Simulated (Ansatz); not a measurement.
CaO: the change of pressure with volume per atom

All results are calculated (Ansatz 0.2.0). Periodic Kohn-Sham DFT of a crystal at fixed atoms; pressure and stress are positive in compression; the energy is the free energy less that of spherical unpolarised free atoms; site moments are those in the method's own spheres, positive along +z.

Cell of the first row (space group Fm-3m, No. 225):
```
CELL_PARAMETERS angstrom
0.00000 2.36640 2.36640
2.36640 0.00000 2.36640
2.36640 2.36640 0.00000
ATOMIC_POSITIONS crystal
Ca 0.00000 0.00000 0.00000
O 0.50000 0.50000 0.50000
```

Settings of every row: method frozen-core PAW; functional PBE; relativity scalar; k mesh 12x12x12; filling fermi-dirac; smearing width 0.05 eV; wave cutoff 420 eV; paw set soft_2.

Atom start moment: 0 on all atoms.

```csv
row,volume per atom (Å³),pressure (GPa)
1,13.251,7.415
2,13.808,?
3,14.089,0.019
4,14.371,-1.983
5,14.935,-5.4
```

Question: what pressure should row 2 give?

Worked fit of pressure. Take u = (V_r/V)^(2/3) − 1 with V_r = 14.23 Å³ an atom, which is twice the finite (Eulerian) strain; such expansions in the strain, on which the Birch-Murnaghan equation of state is built, carry the rest volume and the bulk modulus. The shown rows have u = 0.04867, 0.00666, -0.00655, -0.03172. Least squares give pressure = −1.0095 + 152.077 × u + 431.66 × u² GPa; a straight line predicts inner rows, each left out in turn, worse (root mean square 0.44 against 0.008 GPa). The rows lie off it by 0.000, -0.003, 0.004, -0.001. The pressure vanishes at u = 0.0065, or V = 14.09 Å³ an atom, and there the bulk modulus at fixed shape and fractions is B = −V dP/dV = (2/3)(1 + u) dP/du = 106 GPa. The withheld row has u = 0.02027, so the fit gives −1.0095 + 152.077 × (0.02027) + 431.66 × (0.02027)² = 2.250 GPa.

The calculation gave 2.246 GPa. The fit lies 0.004 GPa (0.031 % of the column's range) above it; its largest miss of a shown row is 0.004 GPa.
